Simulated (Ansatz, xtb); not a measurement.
## Relative energy of two isomers of C3H5FN2Si

Structure I: `Fc1nccn1[SiH3]`, a singlet. Structure II: `Fc1cn([SiH3])cn1`, a singlet. Both are isolated molecules in the gas phase, relaxed with PBE-D3(BJ)/def2-SVP.

I (Å):

```xyz
12

C     0.2216    1.3162   -0.5799
C     1.5499   -0.3097   -0.3175
C     1.2561   -0.2802   -1.6657
F    -0.5727    2.3723   -0.4145
N     0.8875    0.7067    0.3569
N     0.3731    0.7987   -1.8462
Si   -0.3911    1.3863   -3.3615
H     2.2063   -1.0107    0.2126
H     1.5772   -0.9047   -2.5059
H     0.0364    2.7985   -3.6198
H    -1.8812    1.3087   -3.2296
H     0.1073    0.4652   -4.4311
```

II (Å):

```xyz
12

C    -0.5834    0.3288   -0.0394
C     0.2655    1.2392   -0.6458
C    -0.2404   -0.4627   -1.9766
F    -1.0779    0.4008    1.1936
N     0.4881    0.7134   -1.9210
N    -0.8929   -0.7128   -0.8541
Si    1.5076    1.4118   -3.2190
H     0.7105    2.1750   -0.2950
H     2.9250    1.5159   -2.7411
H     0.9907    2.7715   -3.5826
H     1.3869    0.4568   -4.3656
H    -0.2508   -1.0941   -2.8750
```

Quicker runs give these differences E(II) − E(I): GFN2-xTB +12.46 kJ/mol; HF/STO-3G +7.67 kJ/mol (at GFN2-xTB geometries); r2SCAN-D4/def2-SVP +5.18 kJ/mol (at GFN2-xTB geometries).

Question: Estimate E(II) − E(I) at the level CCSD(T)/def2-SVP + ΔMP2/def2-TZVPP.

Answer: Calculated at CCSD(T)/def2-SVP + ΔMP2/def2-TZVPP: E(II) − E(I) = +4.57 kJ/mol, so structure I lies lower.

The same difference at several levels:

```json
{"level": "GFN2-xTB", "geometry": "GFN2-xTB", "E(II) − E(I) (kJ/mol)": "+12.46", "departure from the last row (kJ/mol)": "+7.88", "job, with rough time for the two": "optimisation, 0.21 s"}
{"level": "HF/STO-3G", "geometry": "GFN2-xTB", "E(II) − E(I) (kJ/mol)": "+7.67", "departure from the last row (kJ/mol)": "+3.10", "job, with rough time for the two": "single point, 0.82 s"}
{"level": "r2SCAN-D4/def2-SVP", "geometry": "GFN2-xTB", "E(II) − E(I) (kJ/mol)": "+5.18", "departure from the last row (kJ/mol)": "+0.60", "job, with rough time for the two": "single point, 5.1 s"}
{"level": "PBE-D3(BJ)/def2-SVP", "geometry": "PBE-D3(BJ)/def2-SVP", "E(II) − E(I) (kJ/mol)": "+3.35", "departure from the last row (kJ/mol)": "−1.22", "job, with rough time for the two": "optimisation, 31 s"}
{"level": "HF/def2-SVP", "geometry": "PBE-D3(BJ)/def2-SVP", "E(II) − E(I) (kJ/mol)": "+12.32", "departure from the last row (kJ/mol)": "+7.75", "job, with rough time for the two": "part of the CCSD(T) run"}
{"level": "MP2/def2-SVP", "geometry": "PBE-D3(BJ)/def2-SVP", "E(II) − E(I) (kJ/mol)": "+7.22", "departure from the last row (kJ/mol)": "+2.64", "job, with rough time for the two": "part of the CCSD(T) run"}
{"level": "CCSD(T)/def2-SVP", "geometry": "PBE-D3(BJ)/def2-SVP", "E(II) − E(I) (kJ/mol)": "+8.23", "departure from the last row (kJ/mol)": "+3.65", "job, with rough time for the two": "single point"}
{"level": "CCSD(T)/def2-SVP + ΔMP2/def2-TZVPP", "geometry": "PBE-D3(BJ)/def2-SVP", "E(II) − E(I) (kJ/mol)": "+4.57", "departure from the last row (kJ/mol)": "", "job, with rough time for the two": "single point, 71 s"}
```

As drawn, both hold the same kinds of bond in the same numbers.

None of the levels shown reverses the order. The largest departure from CCSD(T)/def2-SVP + ΔMP2/def2-TZVPP is that of GFN2-xTB, 7.88 kJ/mol. The last row adds to CCSD(T) the change of the MP2 difference between the two basis sets, here −3.65 kJ/mol.

With thermal terms from frequencies at re-optimised GFN2-xTB minima (ideal gas, soft modes damped towards free rotors, one conformer each, 298.15 K, 1 atm): on the last row, ΔE + ΔZPE = +4.47, ΔH = +4.35, ΔG = +4.46 kJ/mol.

The correlated steps freeze 11 core orbitals. Run with Ansatz 0.2.0, xtb 6.7.1; the last row on 2 threads of Intel(R) Xeon(R) Platinum 8259CL CPU @ 2.50GHz (Skylake/Cascade Lake) on a shared host.

The 2-fluoro isomer is favoured, but only slightly: +4.57 kJ/mol at the highest level, with thermal terms leaving the free-energy difference at +4.46 kJ/mol. Fluorine sits next to the pyridine-type nitrogen in both molecules, so much of its interaction with the ring probably cancels. What sets I apart is that its C–F carbon is also bonded to the silylated nitrogen. This electron-poor, amidine-like carbon can gain from nitrogen lone-pair donation towards the polar C–F bond, while electrostatic attraction between fluorine and the nearby electropositive silicon may also help, partly offset by crowding.

The sign is better supported than the size, since enlarging the basis removes a large share of the CCSD(T)/def2-SVP preference. The closeness of r2SCAN-D4 to the final value therefore probably owes something to error cancellation. The 5-fluoro isomer, which keeps fluorine beside the silyl group but off the carbon between the nitrogens, would be needed to separate the two proposed contributions.
